\section*{Premises and conventions}

Two spherical mirrors, 1 (the output mirror) and 2, face each other at a spacing $L$. A radius $R_i$ is positive for a mirror concave toward the cavity, and $g_i=1-L/R_i$. A ray is the column $(x,x')^{T}$ of height and slope in the unfolded cavity. The premises are: (P1) paraxial rays; (P2) a uniform medium, with $\lambda$ the wavelength in it; (P3) perfectly reflecting, hard-edged mirrors; (P4) for the loss, geometric optics, so that power is conserved in each ray tube until the tube misses a mirror. Fields vary as $e^{-i\omega t}$, so a wave of radius $\rho$ carries the phase $\exp(i\pi x^2/\lambda\rho)$ and diverges for $\rho>0$. The reference plane lies just after reflection at mirror 1. In a hybrid slab cavity $x$ is the wide, unstable direction and $y$ the narrow direction, guided between the electrodes.

\section*{(a) Round-trip matrix and half-trace}

Free propagation and reflection are
\begin{equation}
P=\begin{pmatrix}1&L\\0&1\end{pmatrix},\qquad
Q_i=\begin{pmatrix}1&0\\-2/R_i&1\end{pmatrix}.\tag{1}
\end{equation}
The round trip is $T=Q_1PQ_2P$. With $2/R_i=2(1-g_i)/L$ the inner product is
\begin{equation}
PQ_2P=\begin{pmatrix}2g_2-1&2Lg_2\\-2(1-g_2)/L&2g_2-1\end{pmatrix}.\tag{2}
\end{equation}
Multiplying from the left by $Q_1$ keeps the first row and adds $-2(1-g_1)/L$ times it to the second:
\begin{equation}
T=\begin{pmatrix}A&B\\C&D\end{pmatrix}
=\begin{pmatrix}2g_2-1&2Lg_2\\-\tfrac{2}{L}(g_1+g_2-2g_1g_2)&4g_1g_2-2g_2-1\end{pmatrix}.\tag{3}
\end{equation}
Every factor has unit determinant, so $AD-BC=1$, and
\begin{equation}
m\equiv\tfrac12(A+D)=2g_1g_2-1.\tag{4}
\end{equation}
The trace is unchanged by cyclic permutation of the factors, so $m$ does not depend on the reference plane.

\section*{(b) Magnification}

The eigenvalues obey $\mu^2-2m\mu+1=0$, so $\mu=m\pm\sqrt{m^2-1}$ with product 1. For $|m|>1$ they are real and distinct and share the sign of $m$. Call the one of larger modulus $M$; the other is $1/M$:
\begin{equation}
M=m+\operatorname{sgn}(m)\sqrt{m^2-1},\qquad |M|=|m|+\sqrt{m^2-1},\qquad m=\tfrac12\left(M+\tfrac1M\right).\tag{5}
\end{equation}
The case $m>1$ ($g_1g_2>1$, $M>1$) is the positive branch. The case $m<-1$ ($g_1g_2<0$, $M<-1$) is the negative branch, where the beam is inverted on each round trip.

The rays of a wave of radius $\rho$ centred on the axis are $(x,x/\rho)$. The wave reproduces itself if this column is an eigenvector, and the first row of $T$ then gives $A+B/\rho=\mu$. Since $|m|>1$ excludes $g_2=0$, $B\neq0$, and
\begin{equation}
\frac1{\rho_+}=\frac{M-A}{B},\qquad \frac1{\rho_-}=\frac{1/M-A}{B},\qquad
\frac1{\rho_+}-\frac1{\rho_-}=\frac{M-1/M}{B}.\tag{6}
\end{equation}
On the wave $\rho_+$ every height is multiplied by $M$ per round trip, and on $\rho_-$ by $1/M$. A general ray $c_+e_++c_-e_-$, with $e_\pm$ the eigenvectors, becomes $c_+M^ne_++c_-M^{-n}e_-$ after $n$ trips. The ratio of the second part to the first falls as $M^{-2n}$, so the magnifying wave $\rho_+$ is the geometric mode.

\section*{(c) Geometric loss}

\emph{Strip.} On the magnifying wave the tube $[x,x+dx]$ returns as a tube of width $|M|\,dx$ at $Mx$. By (P4), for a tube that meets both mirrors,
\begin{equation}
I_{n+1}(x)=\frac{1}{|M|}I_n(x/M),\qquad\text{hence}\qquad I_n(x)=|M|^{-n}I_0(x/M^n).\tag{7}
\end{equation}
Let the axis strike both mirrors at interior points. A point $x$ on mirror 1 is lit after $n$ trips if the rays through its ancestors $x/M,\dots,x/M^n$ all met both mirrors. The ancestors approach the axis, where no ray is blocked, so the lit set $S$ is independent of $n$ for large $n$. For $I_0$ continuous and nonzero on the axis, (7) gives $I_n\to|M|^{-n}I_0(0)$ uniformly on $S$. The power on mirror 1 is this intensity times the fixed width of $S$, so the fraction $1/|M|$ survives each trip:
\begin{equation}
\delta_{\rm strip}=1-\frac1{|M|}.\tag{8}
\end{equation}
Equation (7) also has the solutions $|x|^p$, with survival $|M|^{-(p+1)}$. Those with $p>0$ lose more. Those with $p<0$ are singular on the axis and are excluded, since diffraction does not allow such a concentration in the magnifying wave.

\emph{Two unstable directions.} A tube's area grows by $|M_xM_y|$, and the same argument gives survival $1/|M_xM_y|$. For spherical mirrors in free space $M_x=M_y=M$ and
\begin{equation}
\delta=1-\frac1{M^2}.\tag{9}
\end{equation}
Neither the size nor the outline of the mirrors enters (8) and (9); they fix $S$ and the place where the light leaves. The condition is that the axis lies on both mirrors. On the positive branch of a strip it may lie at an edge, because $x\to Mx$ keeps each side separate. On the negative branch it may not: a mirror covering only $x<0$ sends all its light to $x>0$ and loses it in one trip. In a hybrid cavity only $x$ is unstable, so (8) applies, and the guided direction multiplies the survival by its own factor.

\section*{(d) Equivalent Fresnel number}

Solving the ray equations for the slopes in terms of the start point $\xi$ and the end point $x$ gives $\xi'=(x-A\xi)/B$ and, with $AD-BC=1$, $x'=(Dx-\xi)/B$. These equal $-\partial_\xi\Sigma$ and $\partial_x\Sigma$ for the path function $\Sigma=(A\xi^2-2x\xi+Dx^2)/2B$, and the ray density fixes the amplitude through $|\partial_x\partial_\xi\Sigma|=1/|B|$. The paraxial Huygens (Collins) integral built from them gives the mode equation, with a constant phase absorbed in $\gamma$:
\begin{equation}
\gamma\,u(x)=\frac1{\sqrt{\lambda |B|}}\int_{\rm mirror\,1}u(\xi)\,e^{2\pi i\Sigma(\xi,x)/\lambda}\,d\xi.\tag{10}
\end{equation}
Mirror 2 is here taken large enough not to clip. Put $u=v\exp(i\pi x^2/\lambda\rho_+)$. By (6) the coefficient of $\xi^2$ becomes $A+B/\rho_+=M$, and that of $x^2$ becomes $D-B/\rho_+=A+D-M=1/M$. The exponent is a perfect square:
\begin{equation}
\gamma\,v(x)=\frac1{\sqrt{\lambda |B|}}\int v(\xi)\exp\!\left[\frac{i\pi M}{\lambda B}\left(\xi-\frac xM\right)^2\right]d\xi.\tag{11}
\end{equation}
For $v=1$ and infinite limits the Fresnel integral has modulus $\sqrt{\lambda|B|/|M|}$, so $|\gamma_0|^2=1/|M|$, which is (8). With an edge at distance $a$ from the axis, scaling $\xi$ and $x$ by $a$ shows that $|\gamma|$ depends only on $M$ and the collimated Fresnel number $N_c=Ma^2/\lambda B$.

The equivalent Fresnel number is defined as the path difference at the edge, in wavelengths, between the two eigenwaves. From (6),
\begin{equation}
N_{\rm eq}=\frac{a^2}{2\lambda}\left(\frac1{\rho_+}-\frac1{\rho_-}\right)=\frac{M^2-1}{2M}\,\frac{a^2}{\lambda B}=\frac{M^2-1}{2M^2}N_c.\tag{12}
\end{equation}
Its role appears over many trips. With $s_n=(M^n-M^{-n})/(M-M^{-1})$ one has $T^n=s_nT-s_{n-1}\mathbb 1$, because both sides act alike on the two eigenvectors ($s_nM-s_{n-1}=M^n$, and likewise for $1/M$). So $B_n=s_nB$, and the $n$-trip kernel is (11) with $M\to M^n$, $B\to B_n$. Light scattered by the edge $\xi=a$ reaches $x$ with phase $\pi N_n(1-x/aM^n)^2$, where
\begin{equation}
N_n=\frac{M^na^2}{\lambda B_n}=\frac{2N_{\rm eq}}{1-M^{-2n}}.\tag{13}
\end{equation}
For large $n$ the phase tends to $2\pi N_{\rm eq}$ at all $x$ on the mirror: edge light that ran inward along $\rho_-$ has rejoined the magnifying wave. The interference phase advances by $2\pi$ when $N_{\rm eq}$ changes by one.

\section*{(e) Confocal cavities}

Since $g_1+g_2-2g_1g_2=L(R_1+R_2-2L)/R_1R_2$, the confocal condition $R_1+R_2=2L$ makes $C=0$. The eigenvalues are then $A$ and $D$, with $A=1-2L/R_2=-R_1/R_2$. For $|R_1|<|R_2|$ this is the small eigenvalue, so
\begin{equation}
M=-\frac{R_2}{R_1},\quad R_1=\frac{2L}{1-M},\quad R_2=\frac{2LM}{M-1},\quad B=L(1+A)=\frac{L(M+1)}{M}.\tag{14}
\end{equation}
Equation (6) gives $1/\rho_-=0$ and $1/\rho_+=(M-1)/L=-2/R_1$. The magnifying wave therefore arrives at mirror 1 collimated, and the output that passes its edge is collimated. Inserting $B$ in (12), with $a$ the distance from the axis to the edge of mirror 1,
\begin{equation}
N_{\rm eq}=\frac{(M-1)\,a^2}{2\lambda L}=-\frac{a^2}{\lambda R_1}.\tag{15}
\end{equation}
On the positive branch ($R_1<0$, virtual focus) this is $(M-1)a^2/2\lambda L>0$. Equation (15) holds for the signed $M$, so on the negative branch (both mirrors concave, real focus at $R_1/2$ from mirror 1)
\begin{equation}
N_{\rm eq}=-\frac{(|M|+1)\,a^2}{2\lambda L},\tag{16}
\end{equation}
larger in modulus by $(|M|+1)/(|M|-1)$ at equal $|M|$, $a$ and $L$.

\emph{One-sided layout of the negative branch.} Let mirror 1 end at $x=+a$ and extend far enough on the other side. If it reflects the interval $[-b,a]$, the light returns on $[-|M|a,\,|M|b]$. The negative side is not clipped, so the steady state has $b=|M|a$. The collimated beam fills $[-|M|a,\,M^2a]$ and the part $[a,\,M^2a]$ leaves:
\begin{equation}
W=|M|(|M|+1)a,\qquad w_{\rm out}=(M^2-1)a,\qquad \frac{w_{\rm out}}{W}=1-\frac1{|M|},\tag{17}
\end{equation}
which is (8) again, with the whole geometric loss emerging as one beam.

\emph{Tolerances.} The axis joins the two centres of curvature, at $z=R_1$ and $z=L-R_2$ from mirror 1, which are $R_1+R_2-L=L$ apart. Tilting mirror 2 by $\theta$ moves its centre sideways by $R_2\theta$, so the axis turns by $R_2\theta/L$ about the other centre and moves on mirror 1 by
\begin{equation}
|\Delta x|=\frac{|R_1R_2|}{L}\,\theta=\frac{4L|M|}{(M-1)^2}\,\theta .\tag{18}
\end{equation}
The negative branch is less sensitive by the factor $[(|M|+1)/(|M|-1)]^2$. For a spacing $L+\ell$ with fixed radii, expanding (4) gives exactly $m(\ell)=m(0)+2\ell^2/R_1R_2$, since the linear term is proportional to $R_1+R_2-2L$. The magnification is stationary at the confocal spacing. On the negative branch $g_1g_2<0$ requires $R_1<L+\ell<R_2$, that is $|\ell|<(R_2-R_1)/2$.

\section*{(f) Range of validity}

\emph{Edge diffraction.} For $v=1$ the edge removes the part $\xi>a$ of the $n$-trip integral. With $\phi$ the kernel phase, integration by parts gives $\int_a^\infty e^{i\phi}d\xi\simeq ie^{i\phi(a)}/\phi'(a)$, and near the axis $\phi'(a)=2\pi N_n/a$. Dividing by the full integral, of modulus $a/\sqrt{|N_n|}$, and letting $N_n\to2N_{\rm eq}$,
\begin{equation}
\varepsilon=\frac{1}{2\pi\sqrt{2|N_{\rm eq}|}}.\tag{19}
\end{equation}
Each trip launches one such wave. Its phase varies between axis and edge by about $4\pi|N_{\rm eq}||M|^{-n}$, which falls below one radian after $n_0=\ln(4\pi|N_{\rm eq}|)/\ln|M|$ trips, and from then on it is part of the uniform wave. To first order each trip adds the share $\varepsilon e^{i\varphi}$, with $\varphi=2\pi N_{\rm eq}+\text{const}$:
\begin{equation}
|\gamma|^2\simeq\frac{1+2\varepsilon\cos\varphi}{|M|}.\tag{20}
\end{equation}
A symmetric strip has two edges in phase and twice the amplitude. The geometric loss is accurate if $2\varepsilon\ll|M|-1$. Equation (20) ignores the change of the mode during the delay $n_0$, so it is quantitative only for $n_0\varepsilon\ll1$ and otherwise gives the order of size. Independence of mirror size is thus the limit $|N_{\rm eq}|\to\infty$, about which the true loss oscillates with $a$.

\emph{Guided direction.} Guiding matters when the gap Fresnel number $h^2/\lambda L$, with $2h$ the gap, is below one. Approximate the lowest guide mode by $\cos(\pi t/2)$, $t=y/h$. A spherical mirror placed directly at the guide end imposes the phase $-\beta_it^2$ with $\beta_i=2\pi h^2/\lambda R_i$. Expanding the overlap $|\langle e^{-i\beta t^2}\rangle|^2$, averaged with the normalised weight $\cos^2(\pi t/2)$ on $[-1,1]$, to second order gives the power moved out of that mode:
\begin{equation}
\delta_i\simeq\beta_i^2\left[\langle t^4\rangle-\langle t^2\rangle^2\right]
=\beta_i^2\left[\tfrac15-\tfrac4{\pi^2}+\tfrac{24}{\pi^4}-\left(\tfrac13-\tfrac2{\pi^2}\right)^2\right]=0.0240\,\beta_i^2.\tag{21}
\end{equation}
Wall absorption and the standoff between guide and mirror are not included.

\emph{Paraxial and medium premises.} A sphere departs from the paraboloid of equal vertex radius by $x^4/8R^3$, a path of $x^4/4R^3$ on reflection, which must be small against $\lambda$. Uniform gain leaves (5) unchanged. A lateral index profile acts as a lens and must be put into $T$. Laterally uneven saturation reshapes the intensity, and the extracted fraction is then no longer exactly $w_{\rm out}/W$. The ray picture fails locally at the internal focus, which does not affect (7), since that relates planes far from the focus.

\section*{(g) Numerical illustration}

Take illustrative inputs, chosen to be typical of a radio-frequency-excited CO$_2$ slab laser: $\lambda=10.6\ \mu$m, $R_1=600$ mm, $R_2=700$ mm, $L=650$ mm, filled width $W=45.5$ mm, gap $2h=2.0$ mm, gain length $l=600$ mm.

\emph{Magnification and loss.} $g_1=-1/12=-0.0833$ and $g_2=1/14=0.0714$, so $m=-85/84=-1.0119$ and $\sqrt{m^2-1}=13/84=0.1548$. Then $|M|=98/84=7/6=1.167$, equal to $R_2/R_1$, and
\begin{equation}
\delta_{\rm strip}=1-\tfrac67=0.143.\tag{22}
\end{equation}
Without the guide the same mirrors would lose $13/49=0.265$ by (9). The geometric part of the threshold gain follows from $e^{2g_{\rm th}l}=|M|$ as $g_{\rm th}=0.128$ m$^{-1}$.

\emph{Layout.} Equation (17) gives $a=18.0$ mm. The beam spans $-21.0$ mm to $+24.5$ mm, and $w_{\rm out}=6.5$ mm.

\emph{Fresnel numbers.} $B=92.9$ mm, $N_c=-384$ and $N_{\rm eq}=-50.9$. A positive-branch cavity of equal $|M|$, $a$ and $L$ has $R_1=-7.8$ m, $R_2=9.1$ m and $N_{\rm eq}=3.9$, smaller by the factor 13.

\emph{Tolerances.} A tilt of $100\ \mu$rad moves the axis by $0.065$ mm, against $10.9$ mm on the positive branch (factor 169). A spacing change of 1 mm lowers $|M|$ by $3.6\times10^{-5}$, and the cavity stays unstable for $|\ell|<50$ mm.

\emph{Neglected terms.} Here $\varepsilon=0.0158$, so the swing in (20) is $2\varepsilon/|M|=0.027$. With $n_0\approx42$, $n_0\varepsilon=0.66$, so this is an order of size only. The gap Fresnel number is $0.145$. With $\beta_1=0.988$ and $\beta_2=0.847$, (21) gives $0.023$ and $0.017$, together about $0.04$ per round trip if all the converted light were lost; this is internal loss and yields no useful output. The quartic path at $x=24.5$ mm on mirror 2 is $0.26\ \mu$m, or $0.025\lambda$, and is minor.

\emph{The same result on a chip.} A broad-area GaAs diode laser with one flat facet and one etched facet that diverges the internal wave is also a hybrid, guided vertically and unstable laterally. For illustrative values $L=0.50$ mm and $R_2=-2.0$ mm, $g_1=1$ and $g_2=1.25$, so $m=1.5$ and $M=2.62$. The model's geometric loss, spread over the round trip, is $\ln M/2L=9.6$ cm$^{-1}$. An approximate index of 3.5 gives a facet reflectance $r^2=(2.5/4.5)^2=0.309$ and a facet loss $\ln(1/r^2)/L=23.5$ cm$^{-1}$. Lensing by carriers and heat, left out here, changes $m$ in a working diode.

\emph{Result for the slab.} The model's output coupling is $0.14$ per round trip, with an edge-diffraction uncertainty of order $\pm0.03$, delivered as a collimated beam $6.5$ mm wide. The radii were chosen to place it in the range of roughly 10 to 20 per cent that is typical of such lasers, so the value illustrates the formulas and does not test them.